GPAW 26.7.0 calculation of aluminium in a slightly sheared one-atom cell (16.57 Å³), with the LDA functional, PAW data sets and a 600 eV plane-wave cutoff, without spin polarisation or spin-orbit coupling. The k mesh is 11×11×11, with Fermi-Dirac smearing of 0.05 eV. Levels are numbered outwards from the Fermi energy, which is their zero.

```tsv
point a (reciprocal cell vector)	point b (reciprocal cell vector)	point c (reciprocal cell vector)	level under 2 (eV)	level under 1 (eV)	level over 1 (eV)	level over 2 (eV)
0.0000	0.0000	0.0000	n/a	-11.141	11.745	12.753
0.0000	0.3636	-0.4545	-3.628	-0.087	0.560	6.329
0.0909	0.1818	0.4545	-7.159	-0.433	6.291	8.441
0.2727	-0.0909	0.0000	n/a	-8.447	1.455	7.939
0.3636	-0.1818	-0.4545	n/a	-2.500	0.179	0.887
0.4545	0.4545	-0.3636	-4.107	-3.257	4.446	8.423
0.4545	0.4545	0.4545	-5.558	-3.151	10.084	10.807
```

Aluminium's three valence electrons per atom fill levels over a range of about 11 eV, and in that range the levels lie within about 1 eV of those of electrons in an empty box. These two magnitudes make sense of a table that at first looks disordered, with spacings from about 0.65 eV to more than 20 eV.

Each row is one wave vector $\mathbf k$, and point a, point b and point c are its components along the three reciprocal cell vectors. The points follow no path through the crystal's Brillouin zone, so the order of the rows has no meaning. The level columns count outwards from the Fermi energy, which is their zero. The entry n/a under "level under 2" means that only one band lies below the Fermi energy at that point. "Level under 1" is therefore the first band in rows 1, 4 and 5, but the second band in the other four. The levels become comparable once they are numbered from the bottom and measured from the lowest one, the level at $\mathbf k=0$ in row 1.

**Levels as distances**

A valence electron in aluminium feels only a weak net potential, because the attraction of the ion is largely cancelled by the requirement that its wave be orthogonal to the core states. To a first approximation it is a plane wave with kinetic energy only. In a crystal, however, $\mathbf k$ is defined only up to a reciprocal lattice vector $\mathbf G$, so that one point of the table carries a whole ladder of waves:

$$E=\frac{\hbar^2}{2m}\,|\mathbf k+\mathbf G|^2,\qquad \frac{\hbar^2}{2m}=3.81\ \text{eV Å}^2 .$$

Here $m$ is the electron mass. The formula has a simple geometric reading: each level is the squared distance from $\mathbf k$ to one point of the reciprocal lattice. If $\mathbf k$ is close to one lattice point and far from the rest, the first band is deep and the second is high. If it is nearly midway between two lattice points, the first two bands lie close together.

Row 7 can be worked by hand. Its components are all 0.4545, so $\mathbf k$ lies $5/11$ of the way along a lattice vector of the 111 type, whose length is $2\pi/d$, with $d$ the spacing of the close-packed planes. For an ideal face-centred cubic crystal of the same volume, $d=(4\times16.57)^{1/3}/\sqrt3=2.34$ Å, and the full vector has the energy $3.81\,(2\pi/2.34)^2\approx27.5$ eV. The two nearest lattice points are $5/11$ and $6/11$ of that length away:

$$E_1\approx(5/11)^2\times27.5\approx5.7\ \text{eV},\qquad E_2\approx(6/11)^2\times27.5\approx8.2\ \text{eV}.$$

The predicted spacing is 2.5 eV. The table gives $5.558-3.151=2.41$ eV. Most of this spacing is thus kinetic energy, present because the point is near the zone boundary and not on it. It would be a mistake to read it as the gap that the lattice potential opens there.

**Why some rows have one filled band and others two**

The same picture gives the Fermi energy. Three free electrons in 16.57 Å³ fill all states up to

$$E_F=\frac{\hbar^2}{2m}\left(3\pi^2\,\frac{3}{16.57\ \text{Å}^3}\right)^{2/3}\approx11.7\ \text{eV},$$

while the calculation puts it 11.1 eV above the lowest level. A second band is filled wherever the second-nearest lattice point gives less than this energy. The rule is right in all seven rows, including row 2, where the second wave clears the limit by only about 0.1 eV. Since the second band is below the Fermi energy in row 2 and above it in row 5, the crystal is a metal, and the wide spacing in row 1 is not a band gap.

The output printed after this text compares all the levels with free waves in the slightly sheared cell that was actually calculated. For the levels expected below 14 eV the typical miss is 0.5 eV, and the computed ones are always the lower. Shrinking every free energy by 4.5 %, the amount by which the computed occupied band is narrower than the free one, reduces the typical miss to about 0.15 eV. That percentage comes from the lowest level and the Fermi energy alone; the other levels in the table were not fitted. Electrons in this energy range thus behave as if they were about 5 % heavier than free ones.

**Row 5: where the potential shows**

Row 5 breaks the pattern. Its second and third free waves are only 0.2 eV apart, yet the computed levels are separated by 0.7 eV. The fourth wave lies close above them, and it differs from the second by a lattice vector of the 200 type. The potential mixes such a pair and pushes its energies apart:

$$E_\pm=\frac{E_a+E_b}{2}\pm\sqrt{\left(\frac{E_a-E_b}{2}\right)^2+V^2},$$

where $E_a$ and $E_b$ are the two free energies and $V$ is the strength of the potential for the vector that joins them.

With a rough recalled value of just under 0.8 eV for $V$, and the same mixing allowed between the first and third bands, the predicted spacing of the second and third levels is about 0.8 eV. This is the right size, which supports the explanation but does not measure $V$. Closeness alone is not enough to force levels apart. In row 6 the two lowest waves are also neighbours, but they are joined by a vector of the 111 type, for which aluminium's potential is known to be much weaker. Their spacing of 0.85 eV is close to the free value, with or without the shrinking.

**High levels: where the picture wears out**

Every level expected above 16 eV comes out lower than the free wave, by 0.9 to 3.6 eV. The largest miss is at $\mathbf k=0$, where the second band should start near 26 eV and is found near 23 eV. This point is equally far, or nearly so, from eight lattice points, so eight waves compete at almost the same energy. The potential mixes them and spreads them out, and the table shows the two lowest of the group. The mixing leaves a trace in the numbers: two waves with opposite $\mathbf G$ have exactly equal free energies, but the two computed levels are 1.0 eV apart. The shear of the cell probably has a share in that distance, since in a perfect cubic crystal several of the mixed levels would coincide.

Mixing may not account for the whole lowering. The shrinking found below 14 eV, if it continues at these heights, would by itself take off roughly 1 eV. An attraction of the ion for waves of d character, which grows in importance at higher energy, is another plausible cause, but these levels alone do not separate the shares. Energies so far above the Fermi energy are also only a rough guide to real excitation energies.

For another $\mathbf k$ in this crystal, the working rule is to list the distances to the nearest reciprocal lattice points, square them, convert to energy and take off 5 %. Most levels below about 14 eV should then be good to a few tenths of an eV. Where two waves joined by a 200-type vector nearly coincide, the error can approach $V$ itself, and the mixing formula is needed as well. Higher up, the list still shows roughly where levels lie, but no longer how they split.

Printed output of the fit:

```
Heights above the lowest level in eV:
     row  band 1  free 1  band 2  free 2  band 3  free 3  band 4  free 4
     0.0       0       0   22.89   26.44   23.89   26.44     n/a   27.38
     0.0   7.513   7.912   11.05   11.56    11.7   12.31   17.47   19.18
  0.0909   3.982   4.112   10.71   11.32   17.43   18.62   19.58   21.03
  0.2727   2.694   2.768    12.6   13.39   19.08   20.57     n/a   25.78
  0.3636   8.641   9.166   11.32   12.35   12.03   12.55     n/a   13.14
  0.4545   7.034   7.368   7.884   8.222   15.59   16.53   19.56   21.42
  0.4545   5.583   5.798    7.99   8.352   21.23   23.72   21.95   24.41
Computed height less free-electron height in eV:
     row    band 1   band 2   band 3  band 4
     0.0         0    -3.55   -2.542     n/a
     0.0   -0.3988  -0.5071  -0.6134  -1.711
  0.0909   -0.1297  -0.6144   -1.188  -1.445
  0.2727  -0.07429  -0.7983   -1.486     n/a
  0.3636   -0.5253   -1.026  -0.5237     n/a
  0.4545    -0.334  -0.3377  -0.9382  -1.853
  0.4545   -0.2151  -0.3623   -2.494  -2.459
Spacings between neighbouring bands in eV:
     row  computed 1 to 2  free 1 to 2  computed 2 to 3  free 2 to 3
     0.0            22.89        26.44            1.008            0
     0.0            3.541        3.649            0.647       0.7532
  0.0909            6.726        7.211            6.724        7.298
  0.2727            9.902        10.63            6.484        7.172
  0.3636            2.679         3.18            0.708       0.2058
  0.4545             0.85       0.8536            7.703        8.304
  0.4545            2.407        2.554            13.24        15.37
Free-electron Fermi energy above the lowest level (eV): 11.67
Computed occupied width is smaller than the free one by (%): 4.529
Rms miss of free electrons for levels with free height under 14 eV (eV): 0.5234
Same rms miss after shrinking all free energies by the width ratio (eV): 0.1448
Row 5 spacing of bands 2 and 3 with 200-type mixing, rough estimate (eV): 0.828
```
